# Trap charge, trap capacitance and the thermal resolution of $D_{it}$

An electronic state at a semiconductor–oxide interface takes up or releases an electron when the surface Fermi level passes its energy. At finite temperature the change is gradual, so the capacitance of the traps reports a thermal average of the trap density $D_{it}(E)$, not its value at the Fermi level. This guide derives the average, its width and its bias on a steep tail. At each **Predict**, write down your answer before reading on.

## 1. Premises and conventions

1. The traps lie in the interface plane and are independent. Each has two charge states that differ by one electron.
2. $E$ is the energy needed to add that electron, measured from the valence band edge *at the surface*. The levels move rigidly with the band edges, so the densities per area and energy, $D_d(E)$ for donors and $D_a(E)$ for acceptors, do not depend on bias.
3. A donor is positive when empty and neutral when filled. An acceptor is neutral when empty and negative when filled.
4. The traps are in equilibrium with one Fermi level $E_F$. Bias changes are slow and small.
5. The surface potential $\psi_s$ is laterally uniform and positive when the bands bend down. Then $E_F = E_{F,\text{bulk}} + q\psi_s$ on the scale of premise 2, with $E_{F,\text{bulk}}$ the constant distance of the Fermi level from the bulk valence band edge and $q>0$ the elementary charge.

Energies are in eV and densities in nm$^{-2}$ eV$^{-1}$, where 1 nm$^{-2}$ eV$^{-1}$ $=10^{14}$ cm$^{-2}$ eV$^{-1}$. In these units $C_{it}/q^2$ is a density of states, and its numerical value equals $C_{it}$ in $e$ V$^{-1}$ nm$^{-2}$, one unit of which is 16.02 µF cm$^{-2}$.

## 2. Occupation of one trap

The trap exchanges electrons with a reservoir at chemical potential $E_F$, so a microstate with $n$ added electrons and energy $\varepsilon$ has the grand canonical weight $e^{-(\varepsilon-nE_F)/kT}$. Let the empty charge state have $g_0$ degenerate microstates at energy 0 and the filled one $g_1$ microstates at energy $E$. The probability of being filled is

$$f=\frac{g_1e^{-(E-E_F)/kT}}{g_0+g_1e^{-(E-E_F)/kT}}=\frac{1}{1+g\,e^{(E-E_F)/kT}},\qquad g=\frac{g_0}{g_1}.\tag{1}$$

> **Predict.** A dangling orbital holds one electron of either spin when neutral, none when positive, and a pair when negative. What is $g$ for its donor transition and for its acceptor transition?

**Answer.** The donor transition goes from one empty microstate to two spin states, so $g_d=1/2$. The acceptor transition goes from two spin states to one paired state, so $g_a=2$. Donors and acceptors in general carry different $g$.

Writing $g=e^{\ln g}$ shows that Eq. (1) is an ordinary Fermi function with a displaced centre:

$$f=\frac{1}{1+e^{u}},\qquad u=\frac{E-E^*}{kT},\qquad E^*=E_F-kT\ln g.\tag{2}$$

The level that is half filled lies at $E^*$. Degeneracy changes the position of the step and leaves its shape alone.

## 3. Trap charge

Sum the mean charge of each trap over the densities. An empty donor, with probability $1-f_d$, carries $+q$. A filled acceptor, with probability $f_a$, carries $-q$:

$$Q_{it}=q\int D_d\,(1-f_d)\,dE-q\int D_a\,f_a\,dE.\tag{3}$$

Here $f_d$ and $f_a$ are Eq. (1) with $g_d$ and $g_a$, and the integrals run over all energies at which traps exist.

## 4. Trap capacitance

Raising $\psi_s$ raises $E_F$ and makes $Q_{it}$ more negative, while the gate charge $Q_G$ that balances it becomes more positive. The positive capacitance is therefore $C_{it}=-dQ_{it}/d\psi_s$. To see how it enters a measurement, use neutrality, $Q_G=-(Q_s+Q_{it}+Q_f)$ with semiconductor charge $Q_s$ and fixed charge $Q_f$, and the oxide drop, $V_G=\phi_{ms}+\psi_s+Q_G/C_{ox}$ with constant work-function difference $\phi_{ms}$. With $C_s=-dQ_s/d\psi_s$, the first relation gives $dQ_G=(C_s+C_{it})\,d\psi_s$ and the second $dV_G=d\psi_s+dQ_G/C_{ox}$. Dividing,

$$\frac{1}{C}=\frac{dV_G}{dQ_G}=\frac{1}{C_{ox}}+\frac{1}{C_s+C_{it}},\qquad \frac{d\psi_s}{dV_G}=\frac{C_{ox}}{C_{ox}+C_s+C_{it}}.\tag{4}$$

So $C_{it}$ sits in parallel with $C_s$ and is obtained only after $C_{ox}$ and $C_s$ are removed.

> **Predict.** Differentiate Eq. (3). Do donors and acceptors contribute with opposite signs or the same sign? Does $g$ appear in $\partial f/\partial E_F$ when this is written in terms of $f$?

**Answer.** By premise 2 only $f$ depends on $\psi_s$, and by premise 5 $d/d\psi_s=q\,\partial/\partial E_F$. From Eq. (2), $\partial u/\partial E_F=-1/kT$ and $df/du=-e^u/(1+e^u)^2$. Since $1-f=e^u/(1+e^u)$,

$$\frac{\partial f}{\partial E_F}=\frac{f(1-f)}{kT}=\frac{K(u)}{kT},\qquad K(u)=\frac{e^u}{(1+e^u)^2}=\frac{1}{4\cosh^2(u/2)},\tag{5}$$

with no explicit $g$. Filling a donor removes $+q$ and filling an acceptor adds $-q$, which is the same change of charge. Hence

$$C_{it}=q^2\int\left[D_d\,\frac{f_d(1-f_d)}{kT}+D_a\,\frac{f_a(1-f_a)}{kT}\right]dE.\tag{6}$$

When both kinds share one $g$, only the sum $D_{it}=D_d+D_a$ enters:

$$C_{it}=q^2\int D_{it}(E)\,\frac{f(1-f)}{kT}\,dE=q^2\int D_{it}(E^*+kTu)\,K(u)\,du.\tag{7}$$

Two remarks follow. Relabelling a set of donors as acceptors of equal $g$ changes Eq. (3) by the constant $-q\int D\,dE$, because $(1-f)-(-f)=1$. The capacitance cannot tell the two kinds apart, while the charge, seen as a rigid shift along the voltage axis, can. Also, the occupation $n\in\{0,1\}$ has variance $\langle n^2\rangle-\langle n\rangle^2=f(1-f)$, so $kT\,C_{it}/q^2$ is the variance of the trapped electron number per area. Only traps whose occupation fluctuates respond.

## 5. The kernel

$K$ is even in $u$ and $K=-df/du$, so its area is $f(-\infty)-f(\infty)=1$, and a constant density gives $C_{it}=q^2D_{it}$. Its maximum is $K(0)=1/4$.

> **Predict.** Find the full width at half maximum. Is it nearer $kT$, $2kT$ or $4kT$?

**Answer.** $K=1/8$ requires $\cosh(u/2)=\sqrt2$, so $\sinh(u/2)=1$ and $e^{u/2}=1+\sqrt2$. The half width is $2\ln(1+\sqrt2)$ and

$$\text{FWHM}=4\ln(1+\sqrt2)\,kT=3.53\,kT.\tag{8}$$

The area between $-u$ and $u$ is $f(-u)-f(u)=\tanh(u/2)$, which at the half-maximum points is $1/\sqrt2=0.707$. The remainder lies in wings that fall as $e^{-|u|}$, much more slowly than those of a Gaussian. These wings control the response to steep tails.

One integral yields everything else. Define, for a number $s$,

$$M(s)=\int_{-\infty}^{\infty}e^{su}K(u)\,du.$$

The integrand falls as $e^{-(1-s)u}$ for $u\to\infty$ and as $e^{-(1+s)|u|}$ for $u\to-\infty$, so $M$ exists for $|\mathrm{Re}\,s|<1$ only.

> **Predict.** Which change of variable removes $K$ from the integrand altogether?

**Answer.** Use $t=f$. Then $K\,du=-dt$, $e^u=(1-t)/t$, and $t$ runs from 1 to 0:

$$M(s)=\int_0^1t^{-s}(1-t)^{s}\,dt=\frac{\Gamma(1-s)\,\Gamma(1+s)}{\Gamma(2)}=\frac{\pi s}{\sin\pi s}.\tag{9}$$

The second step is the Euler beta integral. The third uses $\Gamma(2)=1$, $\Gamma(1+s)=s\,\Gamma(s)$ and the reflection formula $\Gamma(s)\Gamma(1-s)=\pi/\sin\pi s$.

The moments follow from comparing $M(s)=\sum_n s^n\langle u^n\rangle/n!$ with the series in $x=\pi s$. Inverting $\sin x/x=1-x^2/6+x^4/120-\dots$ gives $1+x^2/6+(1/36-1/120)x^4+\dots$, and $1/36-1/120=7/360$. Therefore

$$\langle u^2\rangle=\frac{\pi^2}{3},\qquad\langle u^4\rangle=\frac{7\pi^4}{15},\tag{10}$$

and odd moments vanish. The root-mean-square width is $\pi kT/\sqrt3=1.81\,kT$.

## 6. Expansion for a smooth density

Let $D_{it}$ have a bounded fourth derivative. Taylor's theorem about $E^*$ reads

$$D_{it}(E^*+kTu)=\sum_{n=0}^{3}\frac{(kTu)^n}{n!}D_{it}^{(n)}(E^*)+\frac{(kTu)^4}{24}D_{it}^{(4)}(\xi),$$

with $\xi$ between $E^*$ and $E^*+kTu$. Insert this in Eq. (7). The terms $n=1$ and $n=3$ vanish by symmetry, and Eq. (10) supplies the rest:

$$C_{it}=q^2\left[D_{it}(E^*)+\frac{\pi^2}{6}(kT)^2D_{it}''(E^*)+r\right],\qquad|r|\le\frac{7\pi^4}{360}(kT)^4\max|D_{it}^{(4)}|.\tag{11}$$

This is the Sommerfeld expansion. For $g=1$, $E^*=E_F$. If higher derivatives exist, the next term is $(7\pi^4/360)(kT)^4D_{it}^{(4)}(E^*)$. A linear slope causes no bias. Curvature does: minima of $D_{it}$ are filled in and peaks are flattened.

> **Predict.** For $g\neq1$, re-expand Eq. (11) about $E_F$. At which order in $kT$ does the first correction appear?

**Answer.** At first order, because $D_{it}(E^*)=D_{it}(E_F)-kT\ln g\;D_{it}'(E_F)+\dots$ On a steep slope this term is as important as the curvature term.

The charge has the same structure. Define $G(E)=\int_E^\infty D_d\,dE'$ and $H(E)=\int_{-\infty}^ED_a\,dE'$, so $G'=-D_d$ and $H'=D_a$. Integrate Eq. (3) by parts. The boundary terms vanish because $G\to0$ above, $G(1-f)\to0$ below, $H\to0$ below and $Hf\to0$ above. With $\partial f/\partial E=-K/kT$ and a common $g$,

$$\frac{Q_{it}}{q}=\int(G-H)(E^*+kTu)\,K(u)\,du=G(E^*)-H(E^*)-\frac{\pi^2}{6}(kT)^2D_{it}'(E^*)+\dots\tag{12}$$

since $(G-H)''=-D_{it}'$. Applying $-q^2\,\partial/\partial E_F$ to Eq. (12) returns Eq. (11).

## 7. How fine a structure survives

Three exact cases define the resolution.

*One discrete level* of areal density $N_t$ at $E_t$ gives $C_{it}/q^2=(N_t/kT)K\big((E_t-E^*)/kT\big)$, a peak of height $N_t/4kT$ and width $3.53\,kT$. No feature can appear narrower.

*Two equal levels* separated by $\Delta_t$ show a dip at their midpoint only if the summed curvature there, proportional to $K''(\Delta_t/2kT)$, is positive. From Eq. (5), $K''=K\,[\tanh^2(u/2)-\tfrac12\,\mathrm{sech}^2(u/2)]$, which vanishes at $\tanh^2(u/2)=1/3$, that is at $u=\ln(2+\sqrt3)$. The dip needs $\Delta_t>2\ln(2+\sqrt3)\,kT=2.63\,kT$.

*A ripple* $\cos(2\pi E/\lambda)$ in $D_{it}$ corresponds to imaginary $s=i\kappa$ with $\kappa=2\pi kT/\lambda$. Equation (9) holds there, and $\sin(i\pi\kappa)=i\sinh\pi\kappa$, so the amplitude is multiplied by $\pi\kappa/\sinh\pi\kappa$. The factor never vanishes, so the convolution can be inverted in principle. It decays exponentially in $\kappa$, so the inversion amplifies noise by the same exponential.

## 8. The exponential tail

Donor states that grow toward the valence band edge are modelled by

$$D_d(E)=D_0\,e^{-E/E_0},\qquad a=\frac{kT}{E_0},\qquad x=\pi a.\tag{13}$$

First let the exponential extend over all $E$.

> **Predict.** Will the capacitance read high or low, and will the apparent slope $E_0$ change?

**Answer.** In Eq. (7), $D_d(E^*+kTu)=D_d(E^*)e^{-au}$ and $D_d(E^*)=D_d(E_F)\,e^{a\ln g}$. With Eq. (9), which is even in $s$,

$$R\equiv\frac{C_{it}}{q^2D_d(E_F)}=g^{\,a}\,\frac{x}{\sin x},\qquad 0<x<\pi.\tag{14}$$

For $g=1$ the tail reads high by $x/\sin x$, because the gain on the dense side of $E_F$ outweighs the loss on the sparse side. $R$ does not depend on $E_F$, so the slope is preserved. A tail that rises as $e^{+E/E_0}$ has the same $x/\sin x$, with $g^{-a}$ in place of $g^a$. On a logarithmic plot a constant factor is indistinguishable from a shift of the energy axis by $E_0\ln R$. Because $G=E_0D_d$ for this tail, Eq. (12) gives $Q_{it}=qE_0D_d(E_F)R$ with the same factor.

Every even derivative obeys $(kT)^{2n}D_d^{(2n)}=a^{2n}D_d$, so the Sommerfeld series is here the power series of $x/\sin x$. It converges for $x<\pi$, the position of the first pole. The traps that respond most lie where $e^{-au}K(u)$ is largest. Setting its logarithmic derivative $-a-\tanh(u/2)$ to zero gives $u=-\ln[(1+a)/(1-a)]$, which runs off to $-\infty$ as $a\to1$.

> **Predict.** Equation (14) diverges at $kT=E_0$. What stops the divergence in a real sample?

**Answer.** The tail cannot grow for ever. Take the simplest ending, $D_d=0$ for $E<0$, and put $\delta=E^*/kT>0$. The part of the integral at $u<-\delta$ must be removed. For $u<0$, differentiating the geometric series $1-f=\sum_{n\ge1}(-1)^{n+1}e^{nu}$ gives $K=\sum_{n\ge1}(-1)^{n+1}n\,e^{nu}$, and each term integrates directly for $a<1$:

$$R=g^{\,a}\left[\frac{x}{\sin x}-L(\delta)\right],\qquad L(\delta)=\sum_{n=1}^{\infty}(-1)^{n+1}\frac{n}{n-a}\,e^{-(n-a)\delta}.\tag{15}$$

The edge loss falls only as $e^{-(1-a)\delta}$. For $a=0$ it sums to $1/(1+e^\delta)$, which is 0.047 at $\delta=3$. As $a\to1$ the pole of the first term cancels the pole of $x/\sin x$.

For $a>1$ the response comes from the edge itself. With $E=kTv$ and $\delta\gg1$, $K(v-\delta)\approx e^{v-\delta}$ where the density is appreciable, and

$$\frac{C_{it}}{q^2}\approx D_0e^{-\delta}\int_0^\infty e^{-(a-1)v}\,dv=\frac{D_0}{a-1}\,e^{-E^*/kT}.\tag{16}$$

The apparent slope is then $kT$. A tail steeper than the thermal wing is hidden behind it.

## 9. How slow is slow enough

Premise 4 needs a time scale. In the lower gap of a p-type sample the traps exchange carriers mainly with the valence band. With capture coefficient $c_p$, surface hole density $p$ and hole emission rate $e_p$, the rate equation of Shockley–Read–Hall type is

$$\frac{df}{dt}=e_p(1-f)-c_p\,p\,f.$$

Hole emission fills the trap with an electron and hole capture empties it. In equilibrium $e_p=c_p\,p\,f_0/(1-f_0)$, with $f_0$ from Eq. (1). For nondegenerate holes $p=N_ve^{-E_F/kT}$, so a small signal gives $\delta p=-p\,q\,\delta\psi_s/kT$, while $e_p$, a property of the level, stays fixed.

> **Predict.** Linearise for $\delta\psi_s\propto e^{i\omega t}$. What must the limit $\omega\to0$ reproduce?

**Answer.** It must reproduce Eq. (5). Linearising, $i\omega\,\delta f=-(e_p+c_pp)\,\delta f-c_pf_0\,\delta p$. With $\tau_0=1/c_pp$ one has $e_p+c_pp=1/[\tau_0(1-f_0)]$, so

$$\delta f=\frac{f_0(1-f_0)}{kT}\,\frac{q\,\delta\psi_s}{1+i\omega\tau_0(1-f_0)},$$

which has the required limit. For constant $D_{it}$ and $c_p$, the variable $t=1-f_0$ has $dt=K\,du$, and

$$\frac{C_{it}(\omega)}{q^2D_{it}}=\int_0^1\frac{dt}{1+i\omega\tau_0t}=\frac{\arctan\omega\tau_0}{\omega\tau_0}-i\,\frac{\ln(1+\omega^2\tau_0^2)}{2\omega\tau_0}.\tag{17}$$

The admittance is $i\omega C_{it}(\omega)$. The real part of Eq. (17) is the capacitance, reduced by the fraction $(\omega\tau_0)^2/3$ at low frequency, and the imaginary part gives the conductance. Equations (6) to (16) are the limit $\omega\tau_0\ll1$.

## 10. Range of validity

- **Frequency.** $\omega\tau_0\ll1$, with the band that supplies the carriers in equilibrium with the bulk. In the lower gap of an n-type sample the holes are minority carriers and their supply can be slower than $\tau_0$ suggests.
- **Smoothness.** Equation (11) needs $D_{it}$ to vary slowly over a few $kT$ and $E^*$ to lie several $kT$ from any edge of the distribution. Equations (6) and (7) have no such restriction.
- **Tail.** Equation (14) needs $kT<E_0$ and $L(\delta)\ll x/\sin x-1$. Otherwise use Eq. (15) or (16), which depend on how the tail ends.
- **Degeneracy.** $g$ must be known, or the energy axis must be understood as $E^*$ and not $E_F$.
- **Two charge states.** The orbital of Section 2 has three. With $y=e^{(E_F-E_d)/kT}$, donor level $E_d$, acceptor level $E_d+U$ and $w=e^{-U/kT}$, its partition function is $Z=1+2y+wy^2$. An independent donor and acceptor give $(1+2y)(1+wy/2)=Z+wy/2$, and $wy/2<wZ/4$. The two-level picture holds to relative order $w/4$ for $U\gg kT$ and fails for negative $U$.
- **Uniform potential.** If the local $E_F$ has a Gaussian spread $\sigma$ and the local capacitances add in parallel, the kernel is convolved with that Gaussian. Variances add to $\sigma^2+\pi^2(kT)^2/3$, and the tail acquires the further factor $\langle e^{-\eta/E_0}\rangle=e^{\sigma^2/2E_0^2}$, with $\eta$ the Gaussian deviation.
- **Small signal.** For the tail $Q_{it}\propto e^{-q\psi_s/E_0}$. A swing $\psi_1\cos\omega t$ with $z=q\psi_1/E_0$ gives a fundamental proportional to $2I_1(z)$, from $I_1(z)=\pi^{-1}\int_0^\pi e^{z\cos\theta}\cos\theta\,d\theta$, against $z$ in linear response. The extra factor is $2I_1(z)/z\approx1+z^2/8$.
- **Planar traps.** Traps inside the oxide exchange charge by tunnelling, with a wide spread of times, and their levels do not follow $\psi_s$ rigidly. They lie outside premises 1 and 2.

## 11. Illustration: donors in the lower gap of In$_{0.53}$Ga$_{0.47}$As/Al$_2$O$_3$

**Inputs.** The tail is an assumed model, not a measured distribution: $D_0=0.50$ nm$^{-2}$ eV$^{-1}$ ($5\times10^{13}$ cm$^{-2}$ eV$^{-1}$), $E_0=0.080$ eV, zero outside the gap. Approximate material values at 300 K are a gap of 0.74 eV, $N_v=7.7\times10^{-3}$ nm$^{-3}$, and relative permittivities of 13.9 for the semiconductor and 9 for the oxide, taken 5 nm thick. With $\varepsilon_0=0.05526$ $e$ V$^{-1}$ nm$^{-1}$, $C_{ox}=0.0995$ $e$ V$^{-1}$ nm$^{-2}$.

**Resolution.** At 300 K, $kT=0.025852$ eV. The FWHM is 0.091 eV, the root-mean-square width 0.047 eV, and two levels need 0.068 eV to show a dip. A ripple of period 0.10 eV has $\pi\kappa=5.10$ and keeps 0.062 of its amplitude.

> **Predict.** The kernel is wider than $E_0$. Does the two-term expansion (11) still work?

**Answer.** Here $a=0.32315$, $x=1.0152$, $\sin x=0.8496$ and $x/\sin x=1.195$. The two-term value is $1+x^2/6=1.172$, and adding $7x^4/360=0.021$ gives 1.192. The two-term form captures most of the excess, because the expansion parameter is $(x/\pi)^2=a^2=0.104$. The strongest response comes from 0.017 eV below $E^*$.

> **Predict.** Take $g=1/2$ for spin-degenerate neutral donors. Does the overestimate grow or shrink?

**Answer.** $E^*$ lies $kT\ln2=0.018$ eV above $E_F$, where the tail is thinner by $2^{-a}=0.799$. The product is $R=0.955$, a slight underestimate. The thermal factor is worth an energy shift of $E_0\ln(x/\sin x)=0.014$ eV, and the degeneracy shift is of the same size and opposite effect.

Equation (15) adds the band edge, with $\delta=E_F/kT$ for $g=1$ and $\delta=E_F/kT+\ln2$ for $g=1/2$. The cutoff at the conduction band changes $R$ by less than $10^{-9}$.

| $E_F$ (eV) | $D_d(E_F)$ (nm$^{-2}$ eV$^{-1}$) | $E_F/kT$ | $L$, $g=1$ | $R$, $g=1$ | $C_{it}/q^2$, $g=1$ (nm$^{-2}$ eV$^{-1}$) | $R$, $g=1/2$ |
|---|---|---|---|---|---|---|
| 0.10 | 0.143 | 3.87 | 0.106 | 1.089 | 0.156 | 0.902 |
| 0.20 | 0.0410 | 7.74 | 0.0079 | 1.187 | 0.0487 | 0.951 |
| 0.30 | 0.0118 | 11.60 | 0.0006 | 1.194 | 0.0140 | 0.955 |

At 0.10 eV the edge loss removes about half of the excess of 0.195, so there the result depends on how the tail ends and Eq. (14) does not apply. At 0.20 eV and above it applies.

**Charge and capacitance at $E_F=0.20$ eV, $g=1$.** $C_{it}$ is 0.78 µF cm$^{-2}$, or $0.49\,C_{ox}$, so Eq. (4) limits $d\psi_s/dV_G$ to less than 0.67. Equation (3), integrated over the gap, gives $Q_{it}/q=3.91\times10^{-3}$ nm$^{-2}$, against $3.28\times10^{-3}$ nm$^{-2}$ for a sharp step at $E_F$. Its contribution to the gate voltage is $-Q_{it}/C_{ox}=-0.039$ V.

**Competing terms at the same bias.** A potential spread of $\sigma=kT$ multiplies the tail by 1.05 and $\sigma=2kT$ by 1.23, the latter exceeding the thermal factor. The charged donors themselves are one source of spread. Their mean spacing is $(Q_{it}/q)^{-1/2}=16$ nm, and two unit charges at that distance in the plane between the two dielectrics interact with $1.44\ \text{eV nm}/(11.45\times16\ \text{nm})=0.008$ eV, where 11.45 is the mean of the two permittivities. Screening by the gate 5 nm away lowers this figure. A surface swing of 0.025 V gives the factor 1.012. An assumed $U=0.2$ eV gives $w/4=1\times10^{-4}$.

**Time scale.** Write $c_p=\sigma_pv$, and take as typical orders of magnitude a cross section $\sigma_p=0.01$ nm$^2$ and a thermal velocity $v=10^{14}$ nm s$^{-1}$, so $c_p=10^{12}$ nm$^3$ s$^{-1}$. Then $p=3.4\times10^{-6}$ nm$^{-3}$ and $\tau_0\approx3\times10^{-7}$ s. Using Eq. (17) as an estimate, $\omega\tau_0=0.19$ at 100 kHz costs about 0.01 of $C_{it}$, and $\omega\tau_0=1.9$ at 1 MHz leaves about 0.6 of it. These figures scale with $\sigma_p$, which is known here only as an order of magnitude.

> **Predict.** Cool to 150 K. What is gained and what is paid?

**Answer.** With $kT=0.012926$ eV the FWHM halves to 0.046 eV, $x=0.5076$, and $x/\sin x$ falls to 1.044. With $N_v\propto T^{3/2}$, $v\propto T^{1/2}$ and constant $\sigma_p$, the product $c_pN_v$ falls by a factor of four and the Boltzmann factor is squared, so $\tau_0\approx3\times10^{-3}$ s. At 1 kHz, $\omega\tau_0=17$ and only about 0.09 of the static capacitance remains. Sharper resolution requires frequencies well below $1/2\pi\tau_0$, about 60 Hz.

At 300 K and $E_F\ge0.20$ eV the static capacitance of this tail is about 1.2 times $q^2D_d(E^*)$. Converting that into a density at a stated energy to better than this factor requires $g$, $\sigma$ and the surface Fermi level, the last to better than about 0.014 eV.